\section*{Pitfall: $P_{13}$ is not a Young block (London equation for H$_3$)}

\textbf{The calculation in the section ``Wrong attempt'' is wrong, and its result must not be used.} It applies the $2\times2$ Young block, valid only for adjacent transpositions, to $P_{13}$.

\subsection*{The rule}

A genealogical spin function is labelled by its path $S_1,S_2,\dots,S_N$, where $S_k$ is the spin of electrons $1,\dots,k$. Each step is up (u) or down (d) by $\tfrac12$. $P_{ij}$ exchanges spin coordinates, and $\hbar=1$. Dirac's identity $P_{ij}=\tfrac12+2\,\mathbf s_i\cdot\mathbf s_j$ gives
\begin{equation}
\mathbf S_{(k)}^2=\sum_{i<j\le k}P_{ij}-\frac{k(k-4)}{4}.
\label{eq:dirac}
\end{equation}
Hence $X_k=\sum_{i<k}P_{ik}=\mathbf S_{(k)}^2-\mathbf S_{(k-1)}^2+(2k-5)/4$ is diagonal. For a step $k$ that starts at spin $S$ its eigenvalue is
\begin{equation}
x_k^{\rm u}=\frac{k-1}{2}+S,\qquad x_k^{\rm d}=\frac{k-1}{2}-S-1 .
\end{equation}
With u entered in row 1 and d in row 2 of a Young tableau, $x_k$ is column minus row of box $k$.

Let $P=P_{k,k+1}$. It commutes with every $\mathbf S_{(m)}^2$ except $m=k$, so it connects only paths that differ in $S_k$ alone. Since $PP_{ik}P=P_{i,k+1}$ for $i<k$, we have $X_{k+1}=PX_kP+P$, that is
\begin{equation}
PX_{k+1}=X_kP+1 .
\label{eq:jm}
\end{equation}
The diagonal element for path $T$ gives $P_{TT}=1/(x_{k+1}-x_k)$, the inverse signed axial distance. With $S=S_{k-1}$ this distance is $+1$ for uu and dd, $-(2S+1)$ for ud and $+(2S+1)$ for du. So $P=+1$ on uu and dd. On the pair (ud, du), the conditions $P^2=1$ and $P=P^{\rm T}$ fix the size of the off-diagonal element:
\begin{equation}
U(P_{k,k+1})=\begin{pmatrix}-1/\rho&\sqrt{1-1/\rho^2}\\ \sqrt{1-1/\rho^2}&+1/\rho\end{pmatrix},\qquad \rho=2S+1 .
\label{eq:young}
\end{equation}
The positive root is a choice of relative phase (Young's convention). For $S=0$ the path du does not exist and ud has $-1$.

\subsection*{The H$_3$ model}

The two doublets with $M=\tfrac12$ are
\begin{equation}
\Theta_1({\rm uud})=\frac{2\alpha\alpha\beta-\alpha\beta\alpha-\beta\alpha\alpha}{\sqrt6},\qquad
\Theta_2({\rm udu})=\frac{\alpha\beta\alpha-\beta\alpha\alpha}{\sqrt2}.
\label{eq:basis}
\end{equation}
For $P_{12}$ the steps are uu and ud from $S=0$. For $P_{23}$ they form the pair at $S=\tfrac12$, $\rho=2$:
\begin{equation}
U_{12}=\begin{pmatrix}1&0\\0&-1\end{pmatrix},\qquad
U_{23}=\begin{pmatrix}-\tfrac12&\tfrac{\sqrt3}{2}\\ \tfrac{\sqrt3}{2}&\tfrac12\end{pmatrix}.
\end{equation}
Put one 1s orbital on each atom and antisymmetrise $\phi_1\phi_2\phi_3\Theta_T$. Each transposition enters with its parity $-1$. Dropping overlap and three-cycle terms, as London did,
\begin{equation}
H=Q-J_{12}U_{12}-J_{13}U_{13}-J_{23}U_{23},\qquad Q=Q_{12}+Q_{13}+Q_{23}.
\label{eq:H}
\end{equation}
For H$_2$ the same form gives $Q+J$ (singlet) and $Q-J$ (triplet). We take these from a Morse curve and Sato's anti-Morse curve with zero Sato parameter, ${}^1E=D(y^2-2y)$ and ${}^3E=\tfrac12D(y^2+2y)$ with $y=e^{-\beta(r-r_e)}$:
\begin{equation}
Q_{ij}=\tfrac14D(3y^2-2y),\qquad J_{ij}=\tfrac14D(y^2-6y).
\end{equation}
The inputs are approximate H$_2$ values, $D=109.5$ kcal/mol, $\beta=1.94$ \AA$^{-1}$, $r_e=0.741$ \AA. Energies are in kcal/mol relative to three separated atoms, so H + H$_2(r_e)$ lies at $-109.5$. The test geometries are a symmetric chain with bonds of 0.93 \AA{} and an equilateral triangle of that side. At 0.93 \AA, $Q_{ij}=1.5$ and $J_{ij}=a=-100.7$. At 1.86 \AA, $Q_{ij}=-5.2$ and $J_{ij}=b=-18.4$.

\subsection*{Wrong attempt}

\textbf{(Wrong.)} ``$\Theta_1$ and $\Theta_2$ are a ud/du pair at $S=\tfrac12$. $P_{13}$ mixes them, so Eq.~\eqref{eq:young} applies with $\rho=2$'':
\begin{equation}
U_{13}'=\begin{pmatrix}-\tfrac12&\tfrac{\sqrt3}{2}\\ \tfrac{\sqrt3}{2}&\tfrac12\end{pmatrix}\qquad\text{(wrong)}.
\label{eq:bad}
\end{equation}
Then $H'-Q$ has diagonal $\mp[J_{12}-\tfrac12(J_{13}+J_{23})]$ and off-diagonal $-\tfrac{\sqrt3}{2}(J_{13}+J_{23})$. A traceless symmetric $2\times2$ matrix has eigenvalues $\pm W'$, with $W'^2$ the sum of the squares of these two elements:
\begin{equation}
E'_\pm=Q\pm W',\qquad W'^2=J_{12}^2-J_{12}(J_{13}+J_{23})+(J_{13}+J_{23})^2\qquad\text{(wrong)}.
\label{eq:badW}
\end{equation}
For the chain 1--2--3, $J_{12}=J_{23}=a$ and $J_{13}=b$, so $W'^2=a^2+ab+b^2$. This gives $W'=111.0$ and, with $Q=-2.2$, $E'_-=-113.2$. The attempt concludes that linear H$_3$ is bound by 3.7 kcal/mol against H + H$_2$.

The easy tests all pass. $U'_{13}$ is symmetric, traceless and squares to 1. Removing any one atom leaves a single $J$, and Eq.~\eqref{eq:badW} returns $W'=|J|$, the correct diatomic limit.

\subsection*{Symptom}

Equation~\eqref{eq:badW} is not symmetric in the three atoms. Number the same chain 1--3--2, so that $J_{13}=J_{23}=a$ and $J_{12}=b$. Then $W'^2=4a^2-2ab+b^2$, $W'=192.8$ and $E'_-=-195.0$. Renumbering identical atoms has moved the energy by 81.8 kcal/mol.

The triangle fails too. The three covalent bond pairings are permuted by the $D_{3h}$ operations, and the two doublets span one two-dimensional irreducible representation, so they must be degenerate. With all $J_{ij}=a$, Eq.~\eqref{eq:badW} gives $W'=\sqrt3|a|$, a gap of 348.8 kcal/mol in place of the conical intersection.

The matrix test needs no energies. For $N=3$, $S=\tfrac12$, Eq.~\eqref{eq:dirac} demands $U_{12}+U_{13}+U_{23}=\tfrac34-\tfrac34=0$, whereas
\begin{equation}
U_{12}+U'_{13}+U_{23}=\begin{pmatrix}0&\sqrt3\\ \sqrt3&0\end{pmatrix}.
\end{equation}

\subsection*{The faulty line}

The fault is Eq.~\eqref{eq:bad}. The derivation of Eq.~\eqref{eq:young} used adjacency twice. First, $P_{ij}$ with $i<j$ is guaranteed to commute with $\mathbf S_{(m)}^2$ only for $m<i$ or $m\ge j$, so for larger $N$ a non-adjacent transposition can change several intermediate spins and need not fall into $2\times2$ blocks. Second, Eq.~\eqref{eq:jm} has no counterpart for $(13)$: $X_1=0$, while $P_{13}X_3=1+P_{13}P_{23}$ carries an extra three-cycle.

In this small space only a sign goes wrong. There is one relative phase between $\Theta_1$ and $\Theta_2$, and it was spent on making the off-diagonal element of $U_{23}$ positive. It cannot be chosen again for $U_{13}$. Equation~\eqref{eq:bad} sets $U_{13}=U_{23}$, so their product is the unit matrix with trace 2, although it must represent a three-cycle, whose trace here is $-1$. Using the literal axial distance from box 1 to box 3 ($-1$ and $+1$ in the two tableaux) is no cure. It gives $-U_{12}$, and the sum of the three matrices becomes $U_{23}\ne0$.

\subsection*{Mended calculation}

Build non-adjacent transpositions by conjugation, $P_{i,j+1}=P_{j,j+1}P_{ij}P_{j,j+1}$. For $(13)$ the equivalent product $P_{12}P_{23}P_{12}$ is quickest, because $U_{12}$ only flips the sign of $\Theta_2$:
\begin{equation}
U_{13}=U_{12}U_{23}U_{12}=\begin{pmatrix}-\tfrac12&-\tfrac{\sqrt3}{2}\\ -\tfrac{\sqrt3}{2}&\tfrac12\end{pmatrix}.
\end{equation}
Direct action on Eq.~\eqref{eq:basis} confirms it: $P_{13}\Theta_1=(2\beta\alpha\alpha-\alpha\beta\alpha-\alpha\alpha\beta)/\sqrt6$, whose overlap with $\Theta_2$ is $(-1-2)/\sqrt{12}=-\sqrt3/2$. The three matrices now sum to zero. The diagonal of Eq.~\eqref{eq:H} is unchanged and the off-diagonal element becomes $-\tfrac{\sqrt3}{2}(J_{23}-J_{13})$, so
\begin{equation}
W^2=\left[J_{12}-\tfrac12(J_{13}+J_{23})\right]^2+\tfrac34(J_{23}-J_{13})^2 .
\end{equation}
Expanding gives $J_{12}^2+J_{13}^2+J_{23}^2-J_{12}J_{13}-J_{12}J_{23}-J_{13}J_{23}$, which is the London equation:
\begin{equation}
E_\pm=Q\pm\sqrt{\tfrac12\left[(J_{12}-J_{13})^2+(J_{13}-J_{23})^2+(J_{23}-J_{12})^2\right]}.
\end{equation}
It is symmetric in the atoms and $W$ vanishes when the three $J_{ij}$ are equal. For the chain $W=|a-b|$ in every numbering.

\subsection*{Size of the error}

Only the off-diagonal element differs, and $\tfrac34[(J_{13}+J_{23})^2-(J_{23}-J_{13})^2]=3J_{13}J_{23}$, so
\begin{equation}
E_--E'_-=W'-W=\frac{3J_{13}J_{23}}{W+W'} .
\end{equation}
The error vanishes in all three atom--diatom limits. With both $J$ negative it always places the lower sheet too low.

\begin{center}
\begin{tabular}{lrrrrrr}
\hline
geometry & $Q$ & $W$ & $W'$ & $E_-$ & $E'_-$ & $W'-W$\\
\hline
chain 1--2--3 & $-2.2$ & 82.3 & 111.0 & $-84.5$ & $-113.2$ & 28.7\\
chain 1--3--2 & $-2.2$ & 82.3 & 192.8 & $-84.5$ & $-195.0$ & 110.5\\
triangle & 4.5 & 0.0 & 174.4 & 4.5 & $-169.9$ & 174.4\\
\hline
\end{tabular}
\end{center}

In the mended model the chain lies 25.0 kcal/mol above H + H$_2$. The slip puts it 3.7 or 85.5 below, depending on the numbering. The triangle moves from 114.0 above to 60.4 below.

The decimals compare two evaluations of one model and are not predictions for H$_3$, because the neglected overlap is large. For hydrogen 1s orbitals $S=e^{-R}(1+R+R^2/3)$ with $R$ in bohr, which gives 0.65 at 0.93 \AA{} and 0.26 at 1.86 \AA. The two three-cycle matrices add to $-1$, so the true metric is $1-S_{12}S_{13}S_{23}-\sum_{i<j}S_{ij}^2U_{ij}$. The term $S^2=0.43$ for neighbours is absorbed into the pair curves only pair by pair. The triple product, 0.11 for the chain, is not absorbed at all. Multiplied by $|E_-|$ it sets a scale of about 9 kcal/mol, and a three-cycle Hamiltonian term, not evaluated here, accompanies it. The value 25.0 is uncertain on at least that scale. Independence of the numbering and the $D_{3h}$ degeneracy follow from symmetry and survive these terms, which makes them, with the zero-sum rule, the tests to run on any new set of permutation matrices.